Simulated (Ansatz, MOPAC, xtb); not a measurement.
BPH3F3 (SMILES [BH3-][P+](F)(F)F): methods side by side

BPH3F3, singlet, SMILES `[BH3-][P+](F)(F)F`. Each level relaxes the structure for itself.

Each level gives the highest harmonic wavenumber at each level's own minimum (cm⁻¹). The values are calculated.

```json
{"level": "PM6", "kind": "semi-empirical", "program": "MOPAC", "value (cm⁻¹)": "2917"}
{"level": "PM6-D3H4", "kind": "semi-empirical", "program": "MOPAC", "value (cm⁻¹)": "2892"}
{"level": "GFN2-xTB", "kind": "semi-empirical", "program": "xtb", "value (cm⁻¹)": "2540"}
{"level": "GFN0-xTB", "kind": "semi-empirical", "program": "xtb", "value (cm⁻¹)": "2411"}
{"level": "HF/STO-3G", "kind": "Hartree–Fock", "program": "Ansatz", "value (cm⁻¹)": "3289"}
{"level": "HF/3-21G", "kind": "Hartree–Fock", "program": "Ansatz", "value (cm⁻¹)": "2744"}
{"level": "HF/6-31G* (Cartesian functions)", "kind": "Hartree–Fock", "program": "Ansatz", "value (cm⁻¹)": "2665"}
{"level": "PBE/def2-SVP", "kind": "GGA", "program": "Ansatz", "value (cm⁻¹)": "2527"}
{"level": "B3LYP/6-31G* (Cartesian functions)", "kind": "global hybrid", "program": "Ansatz", "value (cm⁻¹)": "2592"}
{"level": "PBE0-D4/def2-TZVP", "kind": "global hybrid", "program": "Ansatz", "value (cm⁻¹)": "2572"}
```

Harmonic and unscaled. The values span 2411 to 3289 cm⁻¹. Without the sets that lack polarisation functions the rows with a basis span only 2527 to 2665 cm⁻¹.

The highest mode must be a B–H stretch, probably the antisymmetric one of the BH3 group: hydrogen is light and bound only to boron, whereas the P–F and P–B stretches involve heavier atoms and lie much lower. The spread therefore mainly reflects how stiff each method makes the B–H bond. Within Hartree–Fock the value falls from 3289 to 2744 and then 2665 cm⁻¹ as the basis grows, since a minimal set cannot adapt the density around boron and hydrogen as the bond stretches. In the same 6-31G* basis, B3LYP gives 2592 cm⁻¹, in line with the usual softening of stretches once electron correlation is included. PBE is lower still, but its basis also differs, so the shift cannot be assigned to the functional alone. The semi-empirical rows fall on both sides of the density-functional values, which suggests differences in parametrisation rather than a common physical error. Because this mode is largely localised in the BH3 group, agreement on it says little about how well a method describes the dative P–B bond.
